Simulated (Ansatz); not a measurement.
## A series in volume per atom on BiCl3

Plane-wave density functional theory, PAW datasets, Gaussian smearing 0.05 eV: Kohn-Sham gaps of one periodic cell over its k-point mesh and, where one was run, its band path; band edges are those on the mesh. The results are calculated, by Ansatz 0.2.0.

Cell of the first row (space group Pm-3m, No. 221):
```
BiCl3
1.0
      5.2914     0.0000     0.0000
      0.0000     5.2914     0.0000
      0.0000     0.0000     5.2914
Bi Cl
1 3
Direct
  0.00000 0.00000 0.00000
  0.50000 0.00000 0.00000
  0.00000 0.00000 0.50000
  0.00000 0.50000 0.00000
```

Settings of every row: paw set soft_2; functional PBEsol; spin treatment none; moment partition spheres; spin axis none; wave cutoff 420 eV; k mesh 6x6x6; SCF start atoms; lower state search light; symmetry use detected.

Atom first moment, atom hubbard u: 0 on all atoms.

Limits: no spin-orbit coupling, which shifts bands and narrows gaps of heavy elements; semilocal functionals narrow a gap, while the missing spin-orbit coupling can widen it by more in compounds of such heavy elements, so these gaps are no guide to the real ones; the cell comes from a prototype or a list of computed structures and needn't be the stable phase.

| row | volume per atom (Å³) | band gap (eV) | direct gap (eV) |
| --- | --- | --- | --- |
| 1 | 37.039 | 0.881 | 0.881 |
| 2 | 37.811 | ? | ? |
| 3 | 38.583 | 1.031 | 1.031 |
| 4 | 39.354 | 1.096 | 1.096 |
| 5 | 40.112 | 1.154 | 1.154 |
| 6 | 40.126 | 1.155 | 1.155 |
| 7 | 44.569 | 1.392 | 1.392 |
| 8 | 45.813 | 1.433 | 1.433 |

Question: what band gap should row 2 give?

Worked fit of band gap. Take t = volume per atom − 41, in Å³. The shown rows have t = -3.961, -2.417, -1.646, -0.888, -0.874, 3.569, 4.813. Least squares give band gap = 1.2165 + 0.06634 × t − 0.004539 × t² eV; a straight line predicts inner rows, each left out in turn, worse (root mean square 0.026 against 0.0027 eV). The rows lie off it by -0.002, 0.001, 0.001, 0.000, 0.000, -0.003, 0.002. The withheld row has t = -3.189, so the fit gives 1.2165 + 0.06634 × (-3.189) − 0.004539 × (-3.189)² = 0.959 eV.

The calculation gave 0.959 eV. The fit meets it to the printed digit.

The other values of row 2: direct gap 0.959 eV.
